# Noise amplification in a truncated many-body expansion

The many-body expansion (MBE) builds the energy of a cluster of $N$ molecules from energies of monomers, dimers, trimers and so on. When the fragment energies come from a stochastic method, each carries a statistical error bar, and the expansion multiplies the small fragments by large integers. This page derives those integers, the resulting variance, its large-$N$ form, and the cheapest way to distribute sampling effort. Energies are in hartree ($E_h$) and kcal/mol, with $1\,E_h = 627.51$ kcal/mol.

## 1. Premises

Label the monomers $1,\dots,N$ at a fixed cluster geometry. A fragment is a non-empty subset $T$ of labels, and $|T|$ is its size. A fragment with $|T|=k$ is a $k$-mer, and there are $\binom{N}{k}$ of them. $E_T$ is the energy that the chosen method would give for fragment $T$ with infinite sampling, and $E_\varnothing=0$.

- **P1.** There is one energy per fragment. It is computed once, in the fragment's own basis and without embedding, and the same number is used wherever $T$ appears.
- **P2.** The computed value is $\hat E_T=E_T+\delta_T$ with $\langle\delta_T\rangle=0$.
- **P3.** Different fragments are uncorrelated, $\langle\delta_T\delta_U\rangle=0$ for $T\ne U$. Separate runs with separate random-number streams satisfy this.
- **P4.** The variance depends only on size, $\langle\delta_T^2\rangle=\sigma_k^2$ for $|T|=k$. Here $\sigma_k$ is the standard error of the mean, with serial correlation already accounted for.
- **P5.** All fragments with $|T|\le n$ are kept. There is no distance screening.

No assumption on the shape of the distribution of $\delta_T$ is needed for the variance.

## 2. Increments

Define the increment of a subset $S$ as

$$\Delta_S=\sum_{T\subseteq S}(-1)^{|S|-|T|}E_T. \tag{1}$$

For a pair this is $\Delta_{ij}=E_{ij}-E_i-E_j$, and for a triple $\Delta_{ijk}=E_{ijk}-E_{ij}-E_{ik}-E_{jk}+E_i+E_j+E_k$.

The increments of all subsets of $U$ add up to $E_U$. Sum (1) over $S\subseteq U$ and exchange the order of the two finite sums:

$$\sum_{S\subseteq U}\Delta_S=\sum_{T\subseteq U}E_T\sum_{T\subseteq S\subseteq U}(-1)^{|S|-|T|}.$$

A set $S$ between $T$ and $U$ is $T$ plus $j$ labels chosen from the $q=|U|-|T|$ remaining ones. The inner sum is therefore $\sum_{j=0}^{q}(-1)^j\binom{q}{j}=(1-1)^q$, which is 1 for $q=0$ and 0 otherwise. Only $T=U$ survives, so

$$E_U=\sum_{S\subseteq U}\Delta_S. \tag{2}$$

With $U$ the whole cluster, (2) is the complete MBE, an identity. The expansion truncated at order $n$, with $1\le n\le N$, is

$$E^{(n)}=\sum_{1\le|S|\le n}\Delta_S. \tag{3}$$

## 3. The weight of each fragment energy

The variance must be written in terms of the uncorrelated quantities, which are the $\hat E_T$. Insert (1) into (3) and collect the coefficient of one fixed $E_T$ with $|T|=k\le n$. It appears in $\Delta_S$ for every $S\supseteq T$. A superset of size $k+j$ is fixed by choosing $j$ labels from the $N-k$ outside $T$, it carries the sign $(-1)^j$, and the truncation allows $j\le n-k$. Hence

$$c_k=\sum_{j=0}^{n-k}(-1)^j\binom{N-k}{j}. \tag{4}$$

The partial alternating sum telescopes. For $M=N-k\ge1$, Pascal's rule gives $\binom{M}{j}=\binom{M-1}{j}+\binom{M-1}{j-1}$, with $\binom{M-1}{-1}=0$. Put $a_j=(-1)^j\binom{M-1}{j}$. Then $(-1)^j\binom{M}{j}=a_j-a_{j-1}$, and the sum from $j=0$ to $p$ equals $a_p-a_{-1}=a_p$. With $p=n-k$,

$$c_k=(-1)^{n-k}\binom{N-k-1}{n-k},\qquad E^{(n)}=\sum_{k=1}^{n}c_k\sum_{|T|=k}E_T. \tag{5}$$

The highest order always has $c_n=1$; for $k=n=N$ this follows directly from (4). For $n=N$ all lower weights vanish, because $\binom{N-k-1}{N-k}=0$, and $E^{(N)}$ is the energy of the whole cluster, as (2) requires. For $n=2$ one recovers $E^{(2)}=\sum E_{ij}-(N-2)\sum E_i$: each monomer is contained in $N-1$ dimers and must be counted once.

## 4. Variance

Equation (5) is linear in the fragment energies, so the deviation of the computed sum is

$$\hat E^{(n)}-E^{(n)}=\sum_T c_{|T|}\,\delta_T .$$

Its mean is zero by P2. Its mean square is

$$\operatorname{var}\hat E^{(n)}=\sum_{T,U}c_{|T|}c_{|U|}\langle\delta_T\delta_U\rangle. \tag{6}$$

P3 removes all terms with $T\neq U$. P4 makes the $\binom{N}{k}$ diagonal terms of size $k$ equal. The result is

$$\operatorname{var}\hat E^{(n)}=\sum_{k=1}^{n}V_k,\qquad V_k=\binom{N}{k}\binom{N-k-1}{n-k}^2\sigma_k^2. \tag{7}$$

This is exact under P1 to P5. The alternating signs that cancel the overcounted energies in (5) are squared away in (7), so nothing cancels in the noise. We write $s_n$ for the square root of (7). If each $\delta_T$ is close to Gaussian, as for well-converged Monte Carlo averages, the sum is close to Gaussian with standard deviation $s_n$.

**Interaction energy.** If the same monomer numbers are subtracted, $E_{\rm int}^{(n)}=E^{(n)}-\sum_iE_i$, the monomer weight becomes $c_1-1$ and all other weights are unchanged. For $n=2$ this replaces $-(N-2)$ by $-(N-1)$. For $n\ge2$ the leading power of $N$ below is unaffected.

## 5. Which term dominates

Two elementary ratios give the relation between neighbouring terms:

$$\frac{\binom{N}{k+1}}{\binom{N}{k}}=\frac{N-k}{k+1},\qquad \frac{\binom{N-k-2}{n-k-1}}{\binom{N-k-1}{n-k}}=\frac{n-k}{N-k-1}.$$

For $n\le N-1$, therefore,

$$\frac{V_{k+1}}{V_k}=\frac{(N-k)(n-k)^2}{(k+1)(N-k-1)^2}\,\frac{\sigma_{k+1}^2}{\sigma_k^2}. \tag{8}$$

Going up one size multiplies the number of fragments by about $N/(k+1)$ and divides the squared weight by about $N^2/(n-k)^2$. The weight wins by one power of $N$.

The combinatorial factor in (8) falls as $k$ grows: $(N-k)/(k+1)$ decreases, and $(n-k)/(N-k-1)$ does not increase when $n\le N-1$. Suppose $\sigma_{k+1}^2/\sigma_k^2\le\rho$ for all $k$. Every ratio is then at most

$$r=\frac{(N-1)(n-1)^2}{2(N-2)^2}\,\rho, \tag{9}$$

so $V_k\le r^{k-1}V_1$, and for $r<1$ the geometric series gives

$$V_1\le\operatorname{var}\hat E^{(n)}\le\frac{V_1}{1-r}. \tag{10}$$

The monomer term dominates when $r\ll1$, that is when $N\gg\rho\,(n-1)^2/2$. The condition involves the square of the order, and $N\gg n$ alone does not guarantee it.

For the size of $V_1$, write the binomial as a product of its $n-1$ factors:

$$\binom{N-2}{n-1}=\frac{N^{n-1}}{(n-1)!}\prod_{j=2}^{n}\Big(1-\frac{j}{N}\Big).$$

To first order in $1/N$ the product is $1-\sum_{j=2}^{n}j/N=1-(n-1)(n+2)/(2N)$. Set $\rho_1=\sigma_2^2/\sigma_1^2$. By (8), $V_2/V_1=\rho_1(n-1)^2/(2N)$ to the same order and $V_3/V_1$ is of order $N^{-2}$. Since $\sqrt{1+x}=1+x/2+\dots$,

$$s_n=\frac{N^{\,n-1/2}}{(n-1)!}\,\sigma_1\left[1-\frac{(n-1)(n+2)}{2N}+\frac{\rho_1(n-1)^2}{4N}+O(N^{-2})\right]. \tag{11}$$

At fixed $n$ and fixed $\sigma_k$ the statistical error of the total energy grows as $N^{n-1/2}$, and that of the energy per molecule as $N^{n-3/2}$. Only $n=1$ shows self-averaging. Each further order costs a factor close to $N/n$ in going from $n$ to $n+1$. Both corrections in the bracket are of order $n^2/N$.

**How $\sigma_k$ depends on $k$.** Take $k$ non-interacting monomers with a product trial function. The local energy is a sum of $k$ terms and the sampled distribution factorises, so the variance per sample is $k$ times the monomer value. For weakly bound fragments, with equal numbers of samples and equal autocorrelation times, $\sigma_k^2\approx k\sigma_1^2$. Then $\rho=\rho_1=2$, and the bracket in (11) reduces to $1-3(n-1)/(2N)$.

## 6. Increments are not independent

By (1) and P3, one $m$-body increment has variance $\sum_{k=1}^{m}\binom{m}{k}\sigma_k^2$, which does not depend on $N$. Adding these variances over all increments gives

$$s_{\rm inc}^2=\sum_{m=1}^{n}\binom{N}{m}\sum_{k=1}^{m}\binom{m}{k}\sigma_k^2, \tag{12}$$

which grows only as $N^n$. Under P1 this is the wrong answer, because a monomer energy is shared by $\binom{N-1}{m-1}$ increments of order $m$ and its deviation enters all of them with the same sign. Equation (12) is the correct variance of a different protocol, in which every sub-fragment is recomputed with fresh samples for each increment in which it occurs. A hierarchical counterpoise scheme, where each increment is evaluated in the basis of its own $m$-mer, is such a protocol for $m\ge2$. The lower noise is paid for with many more runs on small fragments.

## 7. Distributing the effort

Equal $\sigma_k$ is a choice. Let a $k$-mer run take $M_k$ samples, each of variance $v_k$ and cost $w_k$, so that $\sigma_k^2=v_k/M_k$ and the total cost is $C=\sum_k\binom{N}{k}w_kM_k$. Apply the Cauchy–Schwarz inequality to the vectors with components $x_k=[\binom{N}{k}c_k^2v_k/M_k]^{1/2}$ and $y_k=[\binom{N}{k}w_kM_k]^{1/2}$, whose squared lengths are $s_n^2$ and $C$:

$$s_n^2\,C\ \ge\ B^2,\qquad B=\sum_{k=1}^{n}\binom{N}{k}|c_k|\sqrt{v_kw_k}. \tag{13}$$

Equality holds when $x_k\propto y_k$, which means

$$M_k=\lambda\,|c_k|\sqrt{v_k/w_k},\qquad s_n^2=B/\lambda,\qquad C=\lambda B. \tag{14}$$

At this optimum size $k$ takes the same share of the variance and of the cost, namely its share of $B$. From $\binom{N}{k}\binom{N-k}{n-k}=\binom{N}{n}\binom{n}{k}$ and $\binom{N-k-1}{n-k}=\binom{N-k}{n-k}\frac{N-n}{N-k}$, valid for $n<N$,

$$\binom{N}{k}|c_k|=\binom{N}{n}\binom{n}{k}\frac{N-n}{N-k}. \tag{15}$$

All terms of $B$ scale as $N^n$. Monomer dominance disappears at the optimum, and the cost of a fixed $s_n$ grows as $N^{2n}$. With equal $M_k$ the cost is set by the $n$-mers ($\propto N^n$) and the variance by the monomers ($\propto N^{2n-1}$), so their product grows as $N^{3n-1}$.

## 8. Range of validity

**Exact and asymptotic parts.** Equation (5) needs P1 and P5. Equation (7) needs all five premises and holds for every $N$ and $n$. The power law (11) needs in addition $n^2\ll N$ and ratios $\sigma_{k+1}^2/\sigma_k^2$ of order one. With $\sigma_k^2=k\sigma_1^2$, (8) gives $V_2/V_1=1.27$ for $N=10$, $n=4$, where dimers already outweigh monomers. For $N=100$ the ratio is 0.83 at $n=10$ and 1.03 at $n=11$. If P4 fails, replace $\binom{N}{k}\sigma_k^2$ by the sum of the individual variances.

**Reused fragments.** If the monomers are rigid and identical and one run supplies all $N$ values, their deviations coincide, P3 fails, and (6) gives $V_1=(Nc_1)^2\sigma_1^2$. This is $N$ times larger, and $s_n\propto N^n$. If that one run receives the samples of all $N$ separate runs, its variance drops by $N$ and (7) is recovered. Symmetry-equivalent dimers and trimers behave in the same way.

**Other correlations.** In (6), positive covariance between fragments of equal size raises the variance, and positive covariance between sizes $k$ and $k+1$ lowers it because $c_kc_{k+1}<0$. In the limiting case $\delta_T=\sum_{i\in T}\eta_i$, all increments of the noise beyond first order vanish by (1), and the deviation of $\hat E^{(n)}$ is $\sum_i\eta_i$ with no amplification. Correlated sampling aims at this limit.

**Bias.** Time-step, population-control and constraint biases violate P2 and add linearly. A bias $b_k$ shared by all $k$-mers shifts $\hat E^{(n)}$ by $\sum_k\binom{N}{k}c_kb_k$. An additive bias $b_k=kb$ has only one-body increments and gives $Nb$. A size-independent offset $b_k=b$ has, from (1) with $E_\varnothing=0$, the increment $b[(1-1)^m-(-1)^m]=(-1)^{m+1}b$ at order $m$. Summing over the $\binom{N}{m}$ subsets with the telescoping identity of Section 3 gives

$$\sum_{m=1}^{n}(-1)^{m+1}\binom{N}{m}b=\Big[1-(-1)^n\binom{N-1}{n}\Big]b, \tag{16}$$

which grows as $N^n/n!$. The non-additive part of a bias is the part that gets amplified.

**Screening.** If only a family $\mathcal F$ of increments is kept, the weight of $T$ is $\sum_{S\in\mathcal F,\,S\supseteq T}(-1)^{|S|-|T|}$. With a distance cutoff this depends on the local neighbourhood only, and the variance grows as $N$. For $n=2$ with $z$ retained partners per molecule, $c_1=1-z$ and

$$s^2=N(z-1)^2\sigma_1^2+\tfrac12Nz\,\sigma_2^2. \tag{17}$$

**Truncation error.** Equation (7) says nothing about $E-E^{(n)}$ or about the increments dropped by screening. These have to be estimated separately, as below.

## 9. Illustration: (CH$_4$)$_{100}$

**Inputs.** $N=100$, all fragments run separately with equal numbers of samples, $\sigma_1=0.1$ m$E_h=0.0628$ kcal/mol as a chosen baseline, and $\sigma_k^2=k\sigma_1^2$. There are 100 monomers, 4950 dimers, 161 700 trimers and 3 921 225 tetramers.

**Size of the signal.** The triple-dipole (Axilrod–Teller–Muto) energy of an equilateral triangle of side $d$ is $\nu(1+3\cos^3 60^\circ)/d^9=\tfrac{11}{8}\nu/d^9$, and a single-oscillator model gives $\nu=\tfrac34\alpha C_6$. With approximate methane inputs $\alpha\approx17\,a_0^3$, $C_6\approx130\,E_ha_0^6$ and $d\approx7.9\,a_0$, one gets $\nu\approx1.7\times10^3\,E_ha_0^9$ and 0.012 kcal/mol per triangle. In fcc packing each of the 12 neighbours of a site shares 4 neighbours with it, so 24 such triangles pass through a site, or 8 per molecule. That amounts to about 0.1 kcal/mol per interior molecule. The estimate covers nearest-neighbour dispersion triangles only and fixes an order of magnitude. A statistical error of 0.1 kcal/mol per molecule, that is 10 kcal/mol or 15.9 m$E_h$ in total, is thus the loosest target at which a three-body term starts to be visible.

**Weights** from (5):

| $n$ | $c_1$ | $c_2$ | $c_3$ | $c_4$ |
|---|---|---|---|---|
| 2 | −98 | 1 | | |
| 3 | 4753 | −97 | 1 | |
| 4 | −152 096 | 4656 | −96 | 1 |

A check on the $n=3$ row: the products $\binom{N}{k}c_k$ are 475 300, −480 150 and 161 700. Weighted by $k$ they sum to 100, so each monomer is counted once.

**Variance terms** $V_k/\sigma_1^2$ from (7):

| $n$ | $k=1$ | $k=2$ | $k=3$ | $k=4$ | monomer share |
|---|---|---|---|---|---|
| 2 | 960 400 | 9900 | | | 99.0 % |
| 3 | $2.259\times10^{9}$ | $9.315\times10^{7}$ | $4.851\times10^{5}$ | | 96.0 % |
| 4 | $2.313\times10^{12}$ | $2.146\times10^{11}$ | $4.471\times10^{9}$ | $1.568\times10^{7}$ | 91.3 % |

For $n=4$, (9) gives $r=0.0928$, so (10) bounds the total by $1.102\,V_1$. The actual total is $1.095\,V_1$.

**Amplification** and the baseline result:

| $n$ | $s_n/\sigma_1$ | $N^{n-1/2}/(n-1)!$ | ratio | $s_n/N$ (kcal/mol) | $\sigma_1$ for target ($\mu E_h$) | factor in samples |
|---|---|---|---|---|---|---|
| 2 | 985.0 | 1000 | 0.985 | 0.618 | 16.2 | 38.2 |
| 3 | $4.85\times10^{4}$ | $5.00\times10^{4}$ | 0.970 | 30.4 | 0.329 | $9.26\times10^{4}$ |
| 4 | $1.591\times10^{6}$ | $1.667\times10^{6}$ | 0.955 | 999 | 0.0100 | $9.97\times10^{7}$ |

The ratios equal $1-3(n-1)/(2N)$ to the three figures shown. For $n=1$ the noise is 0.00628 kcal/mol per molecule. For the interaction energy at $n=2$ the factor 985.0 becomes 995.0. At $n=3$ the baseline noise of 30.4 kcal/mol per molecule is some 300 times the target, although every single fragment has an error bar below 0.2 m$E_h$.

**Common mistakes at $n=3$.** Adding increment variances with (12) gives $1400\,\sigma_1$, too small by a factor of 34.6 when fragments are shared. Reusing one monomer run with $\sigma_1=0.1$ m$E_h$ for all 100 monomers gives $4.754\times10^{5}\,\sigma_1$, or 298 kcal/mol per molecule. A size-independent offset of 1 $\mu E_h$ is multiplied by 156 850 according to (16), which is 0.98 kcal/mol per molecule.

**Cost.** Assume a cost per sample $w_k\propto k^3$, a typical scaling model, together with $v_k\propto k$. Measure variance in $\sigma_1^2$ and cost in baseline monomer runs, so that $\sqrt{v_kw_k}=k^2$ and $\sqrt{v_k/w_k}=1/k$. The target corresponds to $1/s^2=3.94\times10^{-5}$ in these units, and the cost is the product $s^2C$ times this number. For $n=3$:

- Equal samples: $C=4\,405\,600$ at baseline, $s^2C=1.037\times10^{16}$, and the target costs $4.08\times10^{11}$ runs.
- Optimum: $B=475\,300+1\,920\,600+1\,455\,300=3\,851\,200$, $B^2=1.483\times10^{13}$, and the target costs $5.84\times10^{8}$ runs, 699 times less. The shares are 12.3 %, 49.9 % and 37.8 %. With $\lambda=151.6$ the error bars are 0.118, 1.65 and 24.4 $\mu E_h$ for each monomer, dimer and trimer.
- Recomputing every sub-fragment for each increment, without extra cost for ghost functions: $s^2C=1.72\times10^{13}$, a factor 1.16 above the optimum, because it automatically gives each fragment effort in proportion to the number of increments it enters.
- One run on the whole cluster in the same model has $v\,w=N^4=10^8$ and costs $3.9\times10^{3}$ runs. The optimal unscreened expansion is more expensive by $1.5\times10^{5}$ at $n=3$, and by 8.8 at $n=2$, where $B=29\,600$. The model counts sampling only and omits memory, trial-function construction and the growth of biases with size.

**Screening at $n=2$.** Keeping nearest neighbours only, with $z=12$ for every molecule as an upper limit, (17) gives $115\,\sigma_1$, or 0.072 kcal/mol per molecule at the baseline, inside the target. The dropped pairs are larger than that. For a Lennard-Jones pair $\varepsilon[(d/R)^{12}-2(d/R)^6]$, the next three fcc shells (6, 24 and 12 molecules at $R/d=\sqrt2,\sqrt3,2$) contribute half their sum per molecule, $-1.76\,\varepsilon$. With an approximate $\varepsilon\approx0.3$ kcal/mol this is about $-0.5$ kcal/mol for an interior molecule, and less in magnitude near the surface of the cluster. Those pairs have to be added from a noise-free model, whose increments leave the weights of the stochastic energies in (17) unchanged.